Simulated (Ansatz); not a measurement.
A series in volume per atom on TiB

Periodic Kohn-Sham DFT of a crystal at fixed atoms; pressure and stress are positive in compression; the energy is the free energy less that of spherical unpolarised free atoms; site moments are those in the method's own spheres, positive along +z. The results are calculated, by Ansatz 0.2.0.

Cell of the first row (space group F-43m, No. 216):
```
cell vectors (Å)
   0.0000     2.0581     2.0581
   2.0581     0.0000     2.0581
   2.0581     2.0581     0.0000
atoms (fractions of the cell vectors)
Ti  0.75000  0.75000  0.75000
B   0.00000  0.00000  0.00000
```

Settings of every row: method all-electron LAPW; functional LDA; relativity scalar; k mesh 13x13x13; filling fermi-dirac; smearing width 0.05 eV; basis error target 0.25 meV/atom; nucleus gaussian.

Atom start moment: 0 on all atoms.

Limits: all rows lie far from zero pressure; cell far from its zero-pressure volume.

```
row  volume per atom (Å³)  pressure (GPa)  energy less free atoms (eV/atom)
  1                 8.718         133.483                           -5.0842
  2                 8.903         123.501                           -5.2329
  3                 9.089               ?                                 ?
  4                 9.181         109.813                           -5.4353
  5                 9.274         105.566                           -5.4976
  6                 9.367         101.466                           -5.5575
  7                  9.46          97.507                           -5.6151
  8                 9.645          89.991                           -5.7236
  9                 9.831          82.976                           -5.8236
```

Question: what pressure should row 3 give?

Worked fit of pressure. Take u = (V_r/V)^(2/3) − 1 with V_r = 9.3205 Å³ an atom, which is twice the finite (Eulerian) strain; such expansions in the strain, on which the Birch-Murnaghan equation of state is built, carry the rest volume and the bulk modulus. The shown rows have u = 0.04556, 0.03102, 0.0101, 0.00334, -0.00331, -0.00986, -0.02256, -0.03493. Least squares give pressure = 103.4944 + 618.013 × u + 878.69 × u² GPa; a straight line predicts inner rows, each left out in turn, worse (root mean square 0.46 against 0.015 GPa). The rows lie off it by 0.008, -0.010, -0.013, -0.002, 0.008, 0.021, -0.008, -0.003 (root mean square 0.011 GPa). The withheld row has u = 0.01691, so the fit gives 103.4944 + 618.013 × (0.01691) + 878.69 × (0.01691)² = 114.196 GPa.

The calculation gave 114.214 GPa. The fit lies 0.018 GPa (0.036 % of the column's range) below it; its largest miss of a shown row is 0.021 GPa.

The other values of row 3: energy less free atoms -5.3704 eV/atom.
